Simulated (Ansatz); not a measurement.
**Abstraction of Cl: SiH2(SiH3)Cl + CBrCl2 → SiH3(SiH2) + CBrCl3**

Species: SiH2(SiH3)Cl, singlet; CBrCl2 `Cl[C](Cl)Br`, doublet; SiH3(SiH2), doublet; CBrCl3 `ClC(Cl)(Cl)Br`, singlet. A radical takes Cl: the energy is the difference in strength between the Si–Cl bond broken and the C–Cl bond made.

Shapes, held fixed at every level: PBE0-D4/def2-TZVP. Programs: Ansatz 0.2.0. The zero-point and thermal change to 298 K, harmonic and unscaled (PBE0-D4/def2-TZVP), is -3.5 kJ/mol.

(1) Estimate ΔH(298 K) of this reaction.

Answers

(1) The highest level, CCSD(T)/def2-TZVPP, gives ΔH(298 K) = +154.3 kJ/mol; the levels span +141.6 to +200.1. The column of differences is taken from that level and isn't an error. No measured value is set beside it here. Open shells run unrestricted unless RO is named. Relativity is left out for Br unless named. Correlated rows may include outer-core shells of Br, which these sets cover unevenly.

| level | kind | ΔH(298 K) (kJ/mol) | less CCSD(T)/def2-TZVPP |
| --- | --- | --- | --- |
| HF/def2-TZVPP | Hartree–Fock | +200.1 | +45.8 |
| r2SCAN-D4/def2-TZVPP | meta-GGA | +164.9 | +10.6 |
| B3LYP-D4/def2-TZVPP | global hybrid | +165.2 | +10.9 |
| r2SCAN0-D4/def2-TZVPP | global hybrid | +171.4 | +17.1 |
| B2PLYP/def2-TZVPP | double hybrid | +165.2 | +10.9 |
| MP2/def2-TZVPP | perturbation theory | +141.6 | -12.7 |
| CCSD(T)/def2-SVP | coupled cluster or CI | +142.3 | -12.0 |
| CCSD(T)/def2-TZVPP | coupled cluster or CI | +154.3 | 0.0 |

Chlorine transfer from silicon to carbon is strongly endothermic at every level, so the Si–Cl bond is much the stronger of the two. Silicon's low electronegativity gives that bond a large ionic contribution. The C–Cl bond in CBrCl3 is weakened by crowding among the halogens and by delocalization of the unpaired electron onto halogen lone pairs in the CBrCl2 radical left when it breaks.

Hartree–Fock exaggerates the endothermicity, probably because it misses more correlation in the compact, halogen-rich CBrCl3 than in the chlorosilane; MP2 errs the other way relative to CCSD(T), which suggests that it overcorrects. The coupled-cluster value rises by 12.0 kJ/mol from the smaller to the larger basis, so the remaining gap to the density functionals can't be assigned to the functionals alone.

The sign supports the reverse reaction, chlorine abstraction from CBrCl3 by the silyl radical, as the favourable direction. It doesn't establish chlorine as the atom preferentially taken, since abstraction of the more weakly bound bromine would compete.
